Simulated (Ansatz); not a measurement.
# GeSiH4O (SMILES [SiH3][O][GeH]): methods side by side

GeSiH4O has 7 atoms, charge 0, and is taken as a singlet. SMILES: `[SiH3][O][GeH]`. The coordinates come from a PBE0-D4/def2-TZVP relaxation. This is one conformer, not always the lowest.

Each level gives the electronic atomisation energy (eV). The values are calculated. Electronic energies at fixed atoms, without zero-point motion or spin-orbit coupling.

| level | kind | program | value (eV) | CPU time (all runs) |
| --- | --- | --- | --- | --- |
| HF/def2-SVP | Hartree–Fock | Ansatz | 15.67 | 3 s |
| SVWN5/def2-SVP | LDA | Ansatz | 24.81 | 5.4 s |
| BLYP/def2-SVP | GGA | Ansatz | 21.72 | 8.2 s |
| r2SCAN0/def2-SVP | hybrid meta-GGA | Ansatz | 21.41 | 18 s |
| CAM-B3LYP/def2-SVP | range-separated hybrid | Ansatz | 21.97 | 9.2 s |
| wB97X/def2-SVP | range-separated hybrid | Ansatz | 22.03 | 32 s |
| B2PLYP/def2-SVP | double hybrid | Ansatz | 21.42 | 11 s |
| RPA@PBE0/def2-SVP | RPA | Ansatz | 20.22 | 13 s |
| MP2/def2-SVP | perturbation theory | Ansatz | 20.59 | 3.9 s |
| BCCD(T)/def2-SVP | coupled cluster or CI | Ansatz | 20.54 | 19 s |

All-electron rows without a relativistic Hamiltonian named are non-relativistic. Correlated wave functions underbind in double-zeta sets. The values span 15.67 to 24.81 eV. In the correlated wave-function rows the outer d shell of Ge is correlated, in sets not made for it. In so small a basis fixed costs decide the times, and correlated methods can beat functionals. CPU times are rough (shared hosts, several kinds of processor and program).

Electron correlation supplies a substantial part of the binding: Hartree–Fock gives only 15.67 eV, against 20.54 eV with BCCD(T). Atomisation breaks the electron pairs of the Si–H, Ge–H, Si–O and Ge–O bonds and leaves open-shell atoms with fewer closely paired valence electrons, so a mean-field treatment penalises the molecule more than the fragments. SVWN5 errs the other way, at 24.81 eV, because the local density approximation describes the inhomogeneous densities of free atoms worse than the smoother bonding density. Gradient corrections remove much of this imbalance, as BLYP shows.

The closeness of MP2 to BCCD(T) suggests that no severe static correlation upsets the singlet germylene, although errors may partly cancel. Its divalent Ge carries a lone pair of largely s character and a formally empty p orbital, into which oxygen can donate. The hybrids' higher values are not in themselves evidence of overbinding, since the basis affects them less than the coupled-cluster result. A total atomisation energy cannot separate the Si–O and Ge–O bond strengths.
